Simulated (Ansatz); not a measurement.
Ligand exchange: Si(CH3)3(NH2) + SiN2H6 → Si(CH3)2(NH2)2 + CH7NSi

Gas-phase species: Si(CH3)3(NH2), singlet; SiN2H6 `NN[SiH3]`, singlet; Si(CH3)2(NH2)2, singlet; CH7NSi `CN[SiH3]`, singlet. The partners trade CH3 for NH2: Si–CH3 and N–NH2 bonds give way to Si–NH2 and N–CH3.

Shapes, held fixed at every level: PBE0-D4/def2-TZVP. Flexible molecules stand in one conformer, not always the lowest. Programs: Ansatz 0.2.0. The zero-point and thermal change to 298 K, harmonic and unscaled (PBE0-D4/def2-TZVP), is +1.3 kJ/mol.

| level | kind | ΔH(298 K) (kJ/mol) | less CCSD(T)/CBS estimate |
| --- | --- | --- | --- |
| HF/def2-TZVPP | Hartree–Fock | -170.6 | -7.9 |
| PBE-D4/def2-TZVPP | GGA | -144.4 | +18.3 |
| PBE0-D4/def2-TZVPP | global hybrid | -150.8 | +11.9 |
| wB97M-V/def2-TZVPP | range-separated hybrid | -155.8 | +6.9 |
| wB97X-V/def2-TZVPP | range-separated hybrid | -152.9 | +9.8 |
| CCSD/def2-SVP | coupled cluster or CI | -150.3 | +12.4 |
| CCSD/def2-TZVPP | coupled cluster or CI | -162.6 | +0.1 |
| CCSD(T)/CBS estimate | coupled cluster or CI | -162.7 | 0.0 |

The highest level, CCSD(T)/CBS estimate, gives ΔH(298 K) = -162.7 kJ/mol; the levels span -170.6 to -144.4. The column of differences is taken from that level and isn't an error. No measured value is set beside it here. The CBS estimate extrapolates MP2 from def2-TZVPP and def2-QZVPP and adds CCSD(T) − MP2 in the triple-zeta set, cores frozen.

The exchange is strongly exothermic at every level, and the spread between methods affects its size but not its sign. Both halves of the trade point the same way. The N–N bond of the silylhydrazine is weak, largely because of repulsion between lone pairs on adjacent nitrogens, and it gives way to a sturdier C–N bond. At the other silicon, a Si–C bond is replaced by a more polar, stronger Si–N bond.

Hartree–Fock makes the reaction too exothermic relative to the coupled-cluster reference, which suggests that correlation stabilises the reactants more, probably through the electron-rich N–N linkage. The density functionals all err the other way, PBE the most. CCSD moves from -150.3 to -162.6 kJ/mol on going from the double- to the triple-zeta basis, so its near-coincidence with the reference may owe something to cancellation between missing triples and remaining basis-set error. The total alone cannot apportion the driving force between the silicon and nitrogen substitutions.
